# How the radiative part of the Na 3p splitting responds to changes

The anomalous magnetic moment of the electron widens the Na 3p doublet by about 0.040 cm⁻¹. How do the sign and size of this piece respond when the core, $n$, $l$, the form of the potential or the atom is changed?

## The result

Formulas use $\hbar=c=1$, electron mass $m$ and an infinitely heavy point nucleus. $V(r)$ is the electron's potential energy and $\boldsymbol\gamma=\beta\boldsymbol\alpha$ in the Dirac representation. The magnetic part of the radiative potential of Flambaum and Ginges (2005) is

$$H_{\rm mag}=-\frac{\alpha}{4\pi m}\,i\boldsymbol\gamma\cdot\nabla\big[V(1-I)\big],\qquad I(r)=\int_1^\infty\frac{e^{-2tmr}\,dt}{t^2\sqrt{t^2-1}},$$

with $V=-Z\alpha/r$ and $I(0)=1$. For $r\gg1/m$, $I$ vanishes and the Pauli term remains. Inserting the small component $\chi=\boldsymbol\sigma\cdot\mathbf p\,\phi/2m$, with $a=\alpha/2\pi$, gives

$$H_{\rm P}=\frac{a}{4m^2}\nabla^2V+\frac{a}{m^2}\frac{V'}{r}\,\mathbf L\cdot\mathbf S .$$

For a hydrogenic level with $l>0$, $\langle r^{-3}\rangle=(Z\alpha m)^3/[n^3l(l+\frac12)(l+1)]$, and $\mathbf L\cdot\mathbf S$ is $l/2$ or $-(l+1)/2$. Then

$$\delta E=\frac{\alpha}{\pi}\frac{(Z\alpha)^4m}{2(2l+1)n^3}\,C,\qquad C=\frac1{l+1}\ \left(j=l+\tfrac12\right),\quad C=-\frac1l\ \left(j=l-\tfrac12\right).$$

For $l=0$ the contact term gives the same formula with $C=1$. The Dirac spin-orbit operator is $V'\mathbf L\cdot\mathbf S/(2m^2r)$, so the sum carries the factor $1+2a=g-1=1+\alpha/\pi$. With $\Delta=E_{l+1/2}-E_{l-1/2}$, the radiative piece is $\delta\Delta=(\alpha/\pi)\Delta$, or 0.23 %, for any central field. In the hydrogenic case $\Delta=Z^4\alpha^2{\rm Ry}/[n^3l(l+1)]$ with $\alpha^2{\rm Ry}=5.844$ cm⁻¹.

**Many electrons.** The field of the other electrons acts on the spin as the nuclear field does, so the spin-same-orbit term (sso) also scales with $g-1$. The spin-other-orbit term (soo) is a magnetic coupling without Thomas precession and scales with $g/2$. To first order in these operators

$$\delta\Delta=\frac\alpha\pi\left(\Delta_{\rm nuc}+\Delta_{\rm sso}+\tfrac12\Delta_{\rm soo}\right)=\frac\alpha\pi\,\Delta\left(1-\frac f2\right),\qquad f=\frac{\Delta_{\rm soo}}{\Delta}.$$

We set $f=0$ below. Each 0.1 in $|f|$ moves $\delta\Delta$ by 5 %. A code that builds $H_{\rm mag}$ from the nuclear $V$ alone scales only $\Delta_{\rm nuc}$. It omits the screening of the field by the core charge enclosed where the splitting arises, two or more electrons out of 11, and so gives a $\delta\Delta$ larger by tens of per cent.

## Baseline

The hydrogenic formula cannot supply $\Delta$ for neutral Na. With $Z=1$ it is too small by a large factor, with $Z=11$ too large by a large factor. We take the approximate input $\Delta\approx17.2$ cm⁻¹, which gives

$$\delta\Delta=0.040\ {\rm cm^{-1}}=1.2\ {\rm GHz}.$$

Since $\mathbf L\cdot\mathbf S=\frac12$ and $-1$, the spin-orbit term of $H_{\rm P}$ raises $3p_{3/2}$ by 0.013 cm⁻¹, lowers $3p_{1/2}$ by 0.027 cm⁻¹, and leaves the $(2j+1)$-weighted centroid in place. The other term of $H_{\rm P}$ does move the centroid. Inside the core $\nabla^2V=-4\pi\alpha\rho_{\rm core}$, with $\rho_{\rm core}$ the number density of the core electrons, so both levels shift by $-\pi a\alpha\langle\rho_{\rm core}\rangle/m^2$. This is $-0.043$ cm⁻¹ times the 3p average $\langle\rho_{\rm core}\rangle$ in units of $a_0^{-3}$. That average is not computed here. A value of a few hundredths makes the common lowering about a tenth of the $3p_{3/2}$ shift, and it cancels in $\delta\Delta$. The two-loop term $-0.3285(\alpha/\pi)^2$ in $a$ changes $\delta\Delta$ by only $-0.15$ %.

For reasoning we use Landé's scaling for penetrating orbits, $\Delta=z^2Z_i^2\alpha^2{\rm Ry}/[\nu^3l(l+1)]$. Here $z$ is the charge seen outside the core, $\nu$ the effective quantum number and $Z_i$ an inner charge. With $z=1$ and the approximate $\nu\approx2.12$, fitting to the input gives $Z_i=7.5$.

## Change 1: remove the core (Na¹⁰⁺ 3p)

*Reasoning.* The field still points to the nucleus, so the sign stays. The factor $z^2$ grows by 121, $Z_i^2$ by $(11/7.5)^2=2.2$, and $\nu^{-3}$ changes by $(2.12/3)^3=0.35$. Expect two orders of magnitude.

*Calculation.* $\Delta=11^4\alpha^2{\rm Ry}/54=1584$ cm⁻¹ at order $(Z\alpha)^4$, and $\delta\Delta=3.7$ cm⁻¹, which is 92 times the baseline. Here $f=0$ exactly. The logarithmic correction of Change 5 is $-4$ %.

## Change 2: 3p to 4p

*Reasoning.* The splitting arises deep in the core, where the valence energy is negligible beside $V$. The inner shape of the orbital is fixed and only its normalisation changes, as $\nu^{-3}$. The piece stays positive, drops to about a third, and $\delta\Delta/\Delta$ is unchanged.

*Calculation.* A constant quantum defect gives $\nu=3.12$, a ratio $(2.12/3.12)^3=0.314$, and $\delta\Delta=0.013$ cm⁻¹.

## Change 3: 3p to 3d

*Reasoning.* The 3d orbital hardly penetrates, so in a central field $Z_i\to1$, $\nu\to3$, and $l(l+1)$ triples. Expect a positive piece several hundred times smaller, shared by the $\mathbf L\cdot\mathbf S$ term as $+\frac25$ for $d_{5/2}$ and $-\frac35$ for $d_{3/2}$.

*Calculation.* $\Delta=\alpha^2{\rm Ry}/162=0.036$ cm⁻¹ and $\delta\Delta=8.4\times10^{-5}$ cm⁻¹, or 2.5 MHz.

This central-field number misses even the sign. The real Na 3d doublet is inverted, with a comparable magnitude, because exchange with the spin-orbit-split 2p shell outweighs the direct term. That exchange contribution is itself linear in the spin-orbit operators, so the many-electron formula still holds. It gives a negative $\delta\Delta$ of some MHz as long as $f<2$. Because $\Delta$ is now a difference of competing terms, $f$ has to be computed.

## Change 4: replace the Pauli term by the full magnetic potential

*Reasoning.* The factor $1-I$ switches the moment off inside $r\sim1/m$, so $\delta\Delta$ falls. A p orbital has weight there of relative order $(Z\alpha)^2$, which is below one per cent for Na.

*Calculation.* The added potential is $W=-VI=Z\alpha I/r$. Near the origin $R_{np}^2=Ar^2$ with $A=\frac49(1-n^{-2})(Z\alpha m)^5/n^3$. Integrating by parts,

$$\langle W'/r\rangle=A\int r^3W'dr=-3AZ\alpha\int_0^\infty rI\,dr=-\frac{AZ\alpha}{2m^2},$$

because $\int rI\,dr=\frac1{4m^2}\int_1^\infty t^{-4}(t^2-1)^{-1/2}dt=\frac1{6m^2}$. Dividing by $\langle V'/r\rangle=Z\alpha(Z\alpha m)^3/3n^3$ gives the relative change

$$\epsilon_{\rm cut}=-\tfrac23\left(1-n^{-2}\right)(Z\alpha)^2 .$$

A valence electron has nearly zero energy near the nucleus, which corresponds to $n\to\infty$. For Na this gives $-0.4$ %. The limit ignores inner screening, so it estimates $\epsilon_{\rm cut}$ to within tens of per cent of its value.

## Change 5: Na to K, Rb, Cs

*Reasoning.* $\nu$ changes little down the group while $Z_i$ grows with $Z$, so $\Delta$ and the Pauli piece rise roughly as $Z^2$. The fraction $\alpha/\pi$ cannot persist. The $p_{1/2}$ spinor has an s-like small component at the nucleus, which feels the repulsive short-range self-energy responsible for the Lamb shift of s levels. This lifts $p_{1/2}$ and narrows the doublet.

*Calculation.* The leading logarithm of the electric part is the contact potential $\frac43\alpha\,Z\alpha\,\Lambda\,\delta^3(\mathbf r)/m^2$ with $\Lambda=\ln(Z\alpha)^{-2}$. The small radial component is $[R'+(1+\kappa)R/r]/2m$. At the origin it equals $3\sqrt A/2m$ for $p_{1/2}$ ($\kappa=1$) and zero for $p_{3/2}$ ($\kappa=-2$). The $p_{1/2}$ density there is $9A/(16\pi m^2)$, and the level rises by $\frac\alpha\pi\frac13(1-n^{-2})(Z\alpha)^6\Lambda m/n^3$. Relative to the Pauli piece $\frac\alpha\pi(Z\alpha)^4m/4n^3$,

$$\epsilon_{\log}=-\tfrac43\left(1-n^{-2}\right)(Z\alpha)^2\Lambda .$$

The table uses approximate input splittings of the lowest valence p doublets and the limit $n\to\infty$.

| atom | $Z$ | $\Delta$ (input, cm⁻¹) | $(\alpha/\pi)\Delta$ (cm⁻¹) | $(Z\alpha)^2$ | $\epsilon_{\rm cut}$ (%) | $\epsilon_{\log}$ (%) |
|---|---|---|---|---|---|---|
| Na 3p | 11 | 17.2 | 0.040 | 0.0064 | −0.4 | −4 |
| K 4p | 19 | 57.7 | 0.13 | 0.019 | −1.3 | −10 |
| Rb 5p | 37 | 238 | 0.55 | 0.073 | −5 | −25 |
| Cs 6p | 55 | 554 | 1.3 | 0.16 | −11 | −39 |

From Na to Cs the Pauli piece grows 32-fold. Further terms without a logarithm, of relative size $(Z\alpha)^2$ times a coefficient of order one to two, are not computed here. They amount to about one per cent for Na and rival $\epsilon_{\log}$ for Cs, where $\Lambda$ is only 1.8. The $g-1$ rule therefore fixes $\delta\Delta$ to several per cent in Na and to about ten per cent in K. For Rb and Cs the value $(\alpha/\pi)\Delta$ is too high by tens of per cent, and the magnetic and electric parts of the radiative potential must both be evaluated with Dirac orbitals.